Why does the lowest empty level of SnO₂ climb so steeply as the electron wave shortens, while the highest filled level moves much less? From Γ, where all cells have the same phase, the first empty level rises by about 5 eV to Z and by 3 to 4 eV to X and M. The highest filled level varies by only about 1.3 eV over the same points. Added electrons therefore gather around Γ, in a steep valley where they are light.

Levels of SnO₂ (P4₂/mnm) at fixed geometry, computed with GPAW 26.7.0 using PBE, PAW data sets (gpaw-data 1.2.1), an 800 eV plane-wave cutoff, a 6×6×8 k mesh and 0.05 eV Fermi–Dirac smearing, without spin polarisation or spin–orbit coupling. Points are in fractions of the reciprocal cell vectors, and energies are relative to the valence top.

| point a (reciprocal cell vector) | point b (reciprocal cell vector) | point c (reciprocal cell vector) | level under 4 (eV) | level under 3 (eV) | level under 2 (eV) | level under 1 (eV) | level over 1 (eV) | level over 2 (eV) |
| --- | --- | --- | --- | --- | --- | --- | --- | --- |
| 0.0000 | 0.0000 | 0.0000 | -1.212 | -0.775 | -0.775 | 0.000 | 1.315 | 6.182 |
| 0.0000 | 0.0000 | 0.2500 | -2.504 | -0.837 | -0.837 | -0.500 | 3.880 | 6.974 |
| 0.0000 | 0.0000 | 0.3750 | -2.232 | -1.076 | -1.076 | -1.040 | 5.275 | 6.887 |
| 0.0000 | 0.0000 | 0.5000 | -1.652 | -1.652 | -1.255 | -1.255 | 6.261 | 6.261 |
| 0.1667 | -0.1667 | 0.0000 | -1.232 | -1.167 | -0.799 | -0.250 | 2.494 | 5.759 |
| 0.5000 | 0.0000 | 0.0000 | -1.172 | -1.172 | -0.632 | -0.632 | 4.472 | 4.472 |
| 0.5000 | 0.5000 | 0.0000 | -1.291 | -1.291 | -0.896 | -0.896 | 4.871 | 4.871 |

Points a, b and c give the wave vector: Γ is (0, 0, 0), Z is (0, 0, ½), X is (½, 0, 0) and M is (½, ½, 0). "Level over 1" and "level over 2" are the two lowest empty levels, and "level under 1" is the highest filled one. Energies count from the valence top. The columns rank levels by energy at each point and do not follow one band.

**O 2p spares the in-phase wave**

By standard bonding theory, the lowest empty states are mainly Sn 5s, pushed upwards by the filled O 2p orbitals. Each oxygen has three Sn neighbours in a plane. A p orbital has two lobes of opposite sign, so its overlaps with Sn orbitals on opposite sides partly cancel when these have the same phase. Three equal bonds at exactly 120° would cancel completely and leave no push from O 2p.

The real triangle comes close to this limit. With all Sn in phase, as at Γ, the three unit bond vectors at oxygen add up to a length of only 0.26. Reversing the phase of one Sn sublattice against the other raises it to 2.26. Away from Γ the phases differ between neighbours, the cancellation is lost and the antibonding push returns.

**A count of the push**

In second-order perturbation theory the push grows as the square of this vector sum. Each Sn has six bonds, two neighbours along c that share two oxygens with it, and eight diagonal neighbours that share one. Summing over them gives, for the lower combination,

N = 6 + 4 cos α cos(2πc) + 8 cos β cos(πa) cos(πb) cos(πc).

Here α is the Sn–O–Sn angle along the chain and β the one between sublattices. If each oxygen touched only one Sn, N would stay at 6 and this mechanism would give a flat band.

Take the point (0, 0, ¼). The chain term vanishes, the last product is cos 45° ≈ 0.71, and the bond sum gives cos β ≈ −0.63. Hence N ≈ 6 − 8 × 0.63 × 0.71 ≈ 2.4. A straight line fitted to the first empty level at all seven points gives 1.6 + 0.68 × 2.4 ≈ 3.2 eV, against 3.9 eV in the table; this point belongs to the fit and is its worst.

Over the seven points the line has an rms error of 0.43 eV, small beside the 5 eV rise but too large for fine ordering. It puts X and M above (0, 0, 0.375), whereas the calculation puts them below. Direct overlap between Sn atoms and coupling to the deeper O 2s orbitals vary with the same phases, though O 2s pushes hardest at Γ and so works against the rise. The fit therefore supports the pattern without isolating the O 2p route. The analysis printed below gives the details.

**Why levels meet, and why the second one turns back**

At Z, X and M every listed level has a partner of equal energy. The crystal symmetry exchanges the two Sn sites by operations that include a fractional shift, and together with time-reversal symmetry it forces the pairs at these points. For the Sn s waves the model shows how: the contributions from the eight diagonal neighbours cancel, so the two sublattices no longer split each other's levels.

This explains the odd path of the second empty level, if it is read as the opposite-phase partner of the first. From Γ to (0, 0, ¼) the centre of the pair rises by 1.7 eV while half the splitting shrinks by 0.9 eV, so the upper level goes up. From (0, 0, 0.375) to Z the centre gains only 0.2 eV while half the splitting loses 0.8 eV, so it comes down. The count overshoots this level at Γ by 2.3 eV; some overshoot is expected, because second-order perturbation theory exaggerates a strong push.

**The filled side**

The upper filled levels are mainly O 2p. By standard bonding theory, the topmost ones consist largely of p orbitals that stand upright on the plane of the three Sn neighbours. Such orbitals have no net overlap with the Sn s orbitals in that plane and overlap only weakly with each other, so their energy depends less on the phases. The run gives no orbital shares to test this. Following levels by continuity from Γ to Z, a single level falls by about 1.7 eV and a doublet by only 0.5 eV. They cross between (0, 0, 0.375) and Z, so "level under 1" changes from one band to the other.

**What the gap value is worth**

The gap at Γ is 1.3 eV, against a measured value of roughly 3.6 eV: PBE places the empty states far too low relative to the filled ones. The cell is also compressed by PBE's standards, and relaxing it should lower the gap further. The shape of the bands is therefore more useful here than the absolute gap.

The analysis program printed:

```
fit of level_over_1 on 7 rows: constant 1.585 +/- 0.37, coefficient of push 0.6773 +/- 0.086; rms 0.427, worst 0.0 -0.646, leave-one-out rms 0.573
fit of level_over_1 on 7 rows: constant 5.479 +/- 0.53, coefficient of phase -3.446 +/- 0.93; rms 0.812, worst 0.0 -1.11, leave-one-out rms 1.14
fit of half on 4 rows (phase > 0.01): coefficient of phase 2.291 +/- 0.076; rms 0.0974, worst 0.0 -0.143, leave-one-out rms 0.155
  rows outside the fit (model, value, miss): 0.0 1.403e-16, 0, 1.4e-16; 0.5 1.403e-16, 0, 1.4e-16; 0.5 8.589e-33, 0, 8.59e-33
Empty levels and simple models:
     row  push count  first empty level from count (eV)  half splitting (eV)  fitted half splitting (eV)  rise of first empty level from Gamma (eV)  rise of pair centre from Gamma (eV)  loss of half splitting from Gamma (eV)  direct gap at the point (eV)
     0.0      0.1359                              1.677                2.434                       2.291                                          0                                    0                                       0                         1.315
     0.0       2.434                              3.234                1.547                        1.62                                      2.565                                1.678                                  0.8865                          4.38
     0.0       4.651                              4.735                0.806                      0.8767                                       3.96                                2.332                                   1.628                         6.315
     0.0       6.821                              6.205                    0                   1.403e-16                                      4.946                                2.513                                   2.434                         7.516
  0.1667       1.397                              2.531                1.633                       1.718                                      1.179                                0.378                                   0.801                         2.744
     0.5       5.179                              5.093                    0                   1.403e-16                                      3.157                               0.7235                                   2.434                         5.104
     0.5       5.179                              5.093                    0                   8.589e-33                                      3.556                                1.123                                   2.434                         5.767
Length of summed unit bond vectors at O with all Sn in phase: 0.2607
Length of summed unit bond vectors at O with the two Sn sublattices in antiphase: 2.261
Spread of the highest filled level over all points (eV): 1.255
Share of the direct gap rise from Gamma to Z due to the empty level (percent): 79.76
Change of pair centre from c 0.375 to Z (eV): 0.18
Change of half splitting from c 0.375 to Z (eV): -0.806
Second empty level at Gamma, count line less table (eV): 2.326
Fall of the filled single level from Gamma to Z by continuity (eV): 1.652
Fall of the filled doublet from Gamma to Z by continuity (eV): 0.48
```
